Which numbers may go into the design

Suppose a CdSe layer is to serve as an optical absorber, and its absorption edge is to be taken from a calculation. Two decisions follow: whether the computed band gap may enter the design as it stands, and whether its change under strain may. For the calculation below, the first answer is no. The second is a cautious yes, and the reason for the difference lies in where the error comes from.

Zinc-blende CdSe at nine uniformly scaled volumes, calculated with Ansatz 0.2.0 using all-electron LAPW and the PBE functional, scalar-relativistic and without spin polarization. All runs use an 8×8×8 k mesh, Fermi-Dirac smearing of 0.03 eV and a basis error target of 1 meV/atom. The gaps are differences between Kohn-Sham levels.

```
volume (Å³/atom)  shortest distance (Å)  band gap (eV)  smallest direct gap on path (eV)
          27.206                  2.605          0.677                             0.677
          27.784                  2.623          0.634                             0.634
          28.363                  2.641          0.592                             0.592
          28.653                  2.650          0.571                             0.571
          28.942                  2.659          0.550                             0.550
          29.232                  2.668          0.530                             0.530
          29.521                  2.677          0.509                             0.509
          30.100                  2.694          0.469                             0.469
          30.679                  2.711          0.430                             0.430
```

Each row is the same zinc-blende crystal, uniformly stretched or squeezed. The volume is given per atom, and the shortest distance is the Cd–Se bond length. The band gap is the energy between the highest filled and the lowest empty level. It equals the smallest direct gap on the path in every row, so light can bridge it without help from lattice vibrations.

A smooth column that is wrong

Nothing inside the gap column looks suspicious. The gap falls at every step, from 0.677 eV in the smallest cell to 0.430 eV in the largest, without a jump or a kink. Yet real CdSe has a gap of roughly 1.7 eV (a recalled value), which puts its absorption edge at the red end of the visible spectrum. The computed crystal would absorb far into the infrared. Even the most compressed row is about 1 eV short.

Smoothness and a well-converged basis suggest that the PBE equations have been solved carefully. They don't show that these equations describe the crystal well. For that, a value from outside the calculation is needed, and the gap is only the most obvious choice.

Two further signs of trouble

The first sign is the pressure. A real crystal on the bench is practically free of pressure at its own size, which for zinc-blende CdSe is a cubic edge of roughly 6.1 Å. At that edge the same calculations give an outward push of about 2.4 GPa. The push vanishes only at an edge of 6.20 Å, so PBE makes the crystal roughly two per cent too long in each direction.

The second sign is the position of the Cd 4d electrons, a filled and compact shell. At the centre of the Brillouin zone, where the gap also lies, their mean energy is 7.8 eV below the valence top in the row at 27.784 Å³/atom. Photoemission finds them at roughly 10 eV. Read as the energies needed to remove an electron, the computed 4d levels therefore lie about 2 eV too close to the valence top.

How much the cell size explains

An oversized cell lowers the gap, so it is natural to ask whether the wrong size explains the wrong gap. When the volume V changes by a small fraction, each level shifts nearly in proportion to that fraction, and so does the difference between two levels. Adding up many small steps gives a logarithm:

E(V) = E₀ + a · ln(V/V₀)

Here E is the gap, V₀ the volume at zero pressure and E₀ the gap at that volume. The slope a is called the deformation potential. A fit to all nine rows gives E₀ = 0.493 eV and a = −2.06 eV, and it follows the table to better than 0.001 eV. In workshop terms, one per cent more volume costs about 0.02 eV of gap.

Now the cell is brought from the PBE edge of 6.197 Å to the measured 6.1 Å. The volume goes as the cube of the edge, so

ln(V/V₀) = 3 · ln(6.1/6.197) = −0.047

change of gap = (−2.06 eV) · (−0.047) = +0.10 eV

The gap rises from 0.49 to 0.59 eV. The row at 28.363 Å³/atom has almost this edge and shows 0.592 eV, but it was part of the fit, so the agreement checks the arithmetic and is no independent prediction.

The whole shortfall at the PBE cell is 1.2 eV, and the correct size recovers about 0.1 eV of it. The measured edge is used here to two figures only, and an error of 0.05 Å in it would shift the result by 0.05 eV. The lattice share is thus roughly a tenth. The other 1.1 eV remains when the atoms sit where they belong.

What the remaining error hides

Two effects are absent from the calculation, and both would lower the computed gap further. Spin-orbit coupling splits the valence top of CdSe by roughly 0.4 eV and raises its upper part by a third of that, about 0.1 eV. Vibrations of the atoms, which the measured gap contains, usually lower a gap of this kind as well. The error of the functional is therefore somewhat larger than the bare comparison suggests, because the omissions cover part of it.

Why PBE puts the levels too close

The measured gap is the cost of taking an electron out of the crystal and putting one back in as a separate, free carrier. In exact theory, the potential felt by the electrons jumps by a constant when an electron is added across the gap. PBE computes its potential from the local density and its gradient, which hardly change when one electron joins a large crystal. The jump is missing, and the difference between the levels comes out too small. This is an argument from theory; the table has one functional only and can't measure the jump.

The shallow 4d shell points to a related fault, which is expected to cause at least part of the 2 eV. Another part may arise because even exact theory of this kind doesn't promise that inner levels match photoemission. In PBE an electron partly repels itself, and the more compact its orbital, the more this raises its energy. At the zone centre, three of the five 4d levels have the same symmetry as the Se 4p states at the valence top. Levels of equal symmetry push each other apart, and they do so more strongly the closer they lie. A 4d shell that sits too high thus pushes the valence top up too far and makes the gap too narrow. How much of the 1.1 eV arises in this way can't be read from these calculations.

The oversized cell has its own origin in the same functional. The gradient term of PBE tends to favour a strongly varying density somewhat too much in solids, and stretching the crystal makes the density vary more strongly relative to its own size. The balance of forces is reached at too long a bond.

Why the slope deserves more trust

The fall of the gap with volume is what the bonds lead one to expect. The lowest empty level is an antibonding mixture of Cd 5s and Se 4s orbitals: its energy is high because the two orbitals overlap out of phase. Longer bonds mean less overlap, and the level comes down. Measured from the Se 3d core level, it falls by 0.32 eV between the rows at 27.784 and 30.100 Å³/atom, while the valence top falls by only 0.15 eV. The core level is not a fixed zero, but the difference between the two falls doesn't depend on it, and this difference is the loss of gap.

This mechanism rests on orbital overlap, which PBE describes much better than the cost of adding an electron. If the missing jump is nearly the same in all nine cells, it cancels when two gaps are subtracted. That is plausible over a volume range of 13 per cent, but it remains an assumption here, since no second method stands beside the first.

The push of the 4d shell on the valence top is less likely to cancel completely. At the zone centre, the distance between the two groups of 4d levels shrinks from 0.39 to 0.31 eV between the same two rows, which suggests that the push weakens as the bonds lengthen. Since PBE is expected to make this push too strong, it probably makes the gap fall somewhat too slowly.

The same reasoning helps with neighbouring cases. A crystal whose lowest empty level is an s-type antibonding state at the zone centre, such as GaAs, also loses gap when it expands. Silicon has its lowest empty states elsewhere in the zone, and its gap responds weakly and with the opposite sign. A hybrid functional applied to the CdSe cells would remove part of the self-repulsion, which typically lowers the 4d shell and widens the gap. The antibonding level would still come down as the bonds lengthen.

What to carry into the design

The absolute gap should come from a measurement on unstrained material, and the calculation may supply the shift. For a uniform volume change of one per cent, that shift is about 0.02 eV. A film clamped to a substrate is strained differently: if it is stretched in the plane it shrinks across it, and if it is squeezed in the plane it expands across it. Either strain also splits the valence top. The table covers uniform strain only, so for such a film it gives the part of the shift that belongs to the volume change. The printed analysis after this text lists the fit and the comparisons used here.

Output of the analysis:

```
Cell and pressure and gap:
     row  'cubic edge (Å)'  'pressure (GPa)'  'gap (eV)'  'shortfall against rough 1.7 eV (eV)'
  27.206             6.015             4.921       0.677                                  1.023
  27.784             6.058             3.579       0.634                                  1.066
  28.363             6.099             2.378       0.592                                  1.108
  28.653              6.12             1.826       0.571                                  1.129
  28.942             6.141             1.304        0.55                                   1.15
  29.232             6.161            0.8094        0.53                                   1.17
  29.521             6.181            0.3418       0.509                                  1.191
    30.1             6.221           -0.5195       0.469                                  1.231
  30.679             6.261            -1.291        0.43                                   1.27
fit of band_gap on 9 rows: constant 0.4933 +/- 0.00014, coefficient of strain -2.058 +/- 0.0031; rms 0.00029, worst 29.232 -0.000479, leave-one-out rms 0.00038
Volume at zero pressure (Å³/atom): 29.75
Cubic edge at zero pressure (Å): 6.197
Edge too large against rough 6.1 Å (percent): 1.594
Computed pressure at the rough measured edge (GPa): 2.36
Change of the gap over the whole table (eV): 0.247
Gap at the rough measured edge (eV): 0.5913
Gap lost through the too large cell (eV): 0.09799
Shortfall of the gap at zero pressure (eV): 1.207
Share of the lattice error in that shortfall (percent): 8.121
Change of the gap for 0.05 Å of edge (eV): 0.04982
Volume over zero-pressure volume where the line would reach 1.7 eV (reductio only): 0.5564
Rough rise of the valence top by missing spin-orbit coupling (eV): 0.1333
Mean Cd 4d depth below valence top at Gamma in row 27.784 (eV): 7.816
Mean Cd 4d depth below valence top at Gamma in row 30.100 (eV): 7.604
Cd 4d splitting at Gamma in row 27.784 (eV): 0.3879
Cd 4d splitting at Gamma in row 30.100 (eV): 0.3059
Fall of conduction edge relative to Se 3d from 27.784 to 30.100 (eV): 0.3192
Fall of valence top relative to Se 3d from 27.784 to 30.100 (eV): 0.1545
```
